In an intermetallic compound the bands belong to both metals, yet not in equal parts at every energy. The table sorts the states of a TiNi crystal into energy windows and splits each window among the atomic orbitals. Layers of titanium and nickel alternate in a nearly close-packed stacking, so that each atom has eight unlike neighbours and four like ones. This is neither of the two main phases known from shape-memory alloys, and the atoms were not relaxed at this level of theory.

TiNi (P4/nmm, 4 atoms per cell), computed with Ansatz 0.2.0 using scalar-relativistic r2SCAN, plane waves and PAW, without spin polarisation and with fixed atoms. The wave cutoff is 500 eV, the k mesh 10×10×10 and the Gaussian smearing width 0.05 eV. Orbital shares are Loewdin projections; the share of the cell filled is the participation of the window's density.

```tsv
bottom of the window, from the Fermi level (eV)	top of the window (eV)	states in the window (per cell)	share of the cell that they fill	share of Ti 4s	share of Ni 4s	share of Ti 3d	share of Ni 3d	share of Ti 3s
-8.12	-5.40	1.00	0.86	0.45	0.42	0.03	0.00	0.06
-5.40	-2.70	10.24	0.16	0.08	0.10	0.21	0.60	0.00
-1.20	0.00	4.44	0.21	0.06	0.02	0.56	0.35	0.00
-0.25	0.25	2.55	0.21	0.02	0.02	0.66	0.29	0.00
0.00	1.20	5.32	0.22	0.01	0.03	0.70	0.25	0.00
```

All energies count from the Fermi level, so negative windows hold occupied states. The state counts are per cell of two Ti and two Ni atoms and include both spin directions.

**1. Which part of the band is densest?**

The second window holds the most states, 10.2 per cell, but it is also the widest. Divided by its width of 2.70 eV, it has 3.8 states per eV. The window just above the Fermi level holds only half as many states and is nonetheless denser, with 4.4 per eV. Raw counts from windows of unequal width therefore rank the windows wrongly.

On average, the densest stretch of the occupied band lies between the second and the third window, from 2.70 to 1.20 eV below the Fermi level. An electron count shows this. The cell has 28 valence electrons, and the three occupied windows that do not reach above the Fermi level hold 15.7 of them. The other 12.3 must sit in that stretch of 1.5 eV, which makes about 8 states per eV.

**2. Why are there so few states at the bottom of the band?**

The lowest window has only 0.37 states per eV, a tenth of the density in the next one. Its states are almost entirely 4s, shared about equally by the two metals. The 4s orbitals are large and overlap strongly with those of many neighbours, so their band is broad and its states are thinly spread over energy. The 3d orbitals are compact and overlap less, so that many states crowd into a few eV.

If the bottom is a broad band of nearly free electrons, its states can be counted without any fitted constant. Free electrons with energies up to $E$ above the band bottom fill a sphere of radius $k$ in the space of wave vectors. In a cell of volume $V$ this gives

$$k=\sqrt{\frac{E}{\hbar^2/2m}},\qquad N=\frac{V k^3}{3\pi^2}.$$

The cell measures 3.82 × 3.82 × 3.64 Å, hence $V$ = 53.1 Å³. The lower edge of the window is taken as the band bottom, so $E$ = 8.12 − 5.40 = 2.72 eV. With $\hbar^2/2m$ = 3.81 eV Å² the radius is $k$ = 0.845 Å⁻¹, and

$$N=\frac{53.1\times 0.845^3}{3\pi^2}\approx 1.08.$$

The calculation gives 1.00 state, so the estimate is 8 % too high. That is as good as the model can be tested here, because a band bottom only 0.2 eV higher would lower the estimate to 0.96. The even density fits the same picture. By the table's measure the summed density of these states fills 0.86 of the cell, against 0.16 in the second window, where it is gathered around the atoms.

As a count of all states the model fails once the 3d states enter. The 4s part alone still follows it in the second window, with 1.8 states against 2.0 free-electron ones. In the window just below the Fermi level, however, the model predicts 1.2 free-electron states, while the 4s orbitals account for less than 0.4. A likely cause is standard band physics: where a broad band would cross the d levels, the two mix and repel each other, and the broad band no longer runs through undisturbed.

**3. Why does nickel lead low in the d band and titanium higher up?**

In the second window Ni 3d holds 0.60 of the weight and Ti 3d only 0.21. Just above the Fermi level the order is reversed, with 0.25 for nickel and 0.70 for titanium. From the second window upward, nickel's part of the 3d weight falls from each window to the next.

The cause lies in the atoms. Nickel has six more protons than titanium, and the added d electrons screen that extra charge only in part. Its 3d electrons are therefore bound more tightly, and its 3d level lies lower. When the two metals form a crystal, the lower part of the joint d band inherits mostly nickel character and the upper part mostly titanium character.

Coupling between neighbours then blends the two. For one nickel level and one titanium level, a distance $\Delta$ apart and coupled by $t$, the nickel weight in the lower state is

$$w=\frac12\left(1+\frac{\Delta}{\sqrt{\Delta^2+4t^2}}\right).$$

The titanium weight in the upper state is the same. Without coupling each state belongs to one metal, and with equal levels each is shared half and half. Real cases lie between these limits: the further apart the levels, the purer the states.

**4. Are these the bonding and the antibonding states?**

The low, nickel-rich states are probably bonding in the main. Whether the titanium-rich ones just above the Fermi level are antibonding is less clear, and the shares alone cannot decide it. In the two-level picture the lower state is bonding and the upper one antibonding. A window average, however, would look the same if unmixed nickel states and unmixed titanium states merely lay at the same energies. What the numbers show is the order of the two metals; the mixing and the signs of the overlap are argued from theory.

There is also a tempting coincidence. Nickel makes up 0.74 of the 3d weight in the second window, and titanium makes up 0.74 of it just above the Fermi level, exactly as the two-level formula demands of a matched pair. But these windows are only slices of the d band. The cell has room for 40 d electrons, and the four windows that do not overlap account for 17.4 of these places. Even if all 12.3 electrons in the dense stretch were d electrons, about ten d states would remain for energies above the last window.

The agreement is therefore no test of the formula. A proper test would need the whole d band and a measure that tells bonding from antibonding overlap, such as a crystal-orbital Hamilton population.

**5. What would change if copper replaced some of the nickel?**

Copper brings one more electron per atom and a deeper 3d level. If one of the two nickel atoms in the cell is replaced and the bands are held rigid, the extra electron fills the lowest empty states. These have a mean density of 4.4 per eV, so the Fermi level rises by roughly 1/4.4, or 0.2 eV. The states being filled are mostly Ti 3d, although the electron was brought by copper.

This gives the size of the shift and no more, because the bands do not stay rigid. Copper's deeper level enlarges $\Delta$ in the formula above. The low d states should then belong more clearly to the late metal, and the states near the Fermi level more clearly to titanium. The same reasoning gives a first guess for other pairs of an early and a late transition metal: compare the d levels first, then count the electrons.

For a contact or metallisation layer, the practical content is modest. There are plenty of states at the Fermi level, so the compound is a metal. Its resistivity depends also on how fast the electrons move and how often they scatter, which a density of states does not tell.

**6. Would a finer k mesh change the density at the Fermi level?**

It may well. The narrow window around the Fermi level holds 2.55 states. Its lower half overlaps the window below and its upper half the window above, and their mean densities would lead to 2.03. The excess of 25 % may be a real peak, or it may come from the mesh.

The reason for doubt is simple. A d band a few eV wide is crossed in about five mesh steps from the centre of the Brillouin zone to its edge. Its energy then changes by some tenths of an eV per step, which is comparable to the 0.5 eV width of the window. Whether a few mesh points fall just inside or just outside can shift the count noticeably.

The remedy is to refine the mesh until the count settles. Until then, 4 to 5 states per eV is a fair reading, and anything finer is not. The calculation was also done without spin polarisation, so its zero magnetic moment is an input and not a finding.

**7. Which digits of the shares can be trusted?**

The second decimal describes the projection more than the crystal. In the lowest window, for example, 0.06 is booked as Ti 3s. The true 3s electrons lie far deeper, and the entry most likely arises because the atomic orbitals used for the projection overlap. In the same row the Ni 3d share is printed as 0.00, while the detailed projection gives 0.02.

A different partition moves even the first decimal. The density can be divided among cells in real space instead of orbitals, and nickel's share then rises in every window. In the lowest one it goes from 0.44 to 0.71. Where the density is so even, an atom's share depends largely on how much space it is assigned, so the higher figure does not make these states nickel-like.

In two windows the choice of partition decides which metal leads: the lowest one, and the one from 1.20 eV below the Fermi level up to it. In the other three both partitions agree. Nickel leads in the second window, and titanium leads around and just above the Fermi level. A workable rule follows for any such table: name a leading element only where an orbital projection and a real-space division both support it, and treat the lead as undecided where the two disagree.
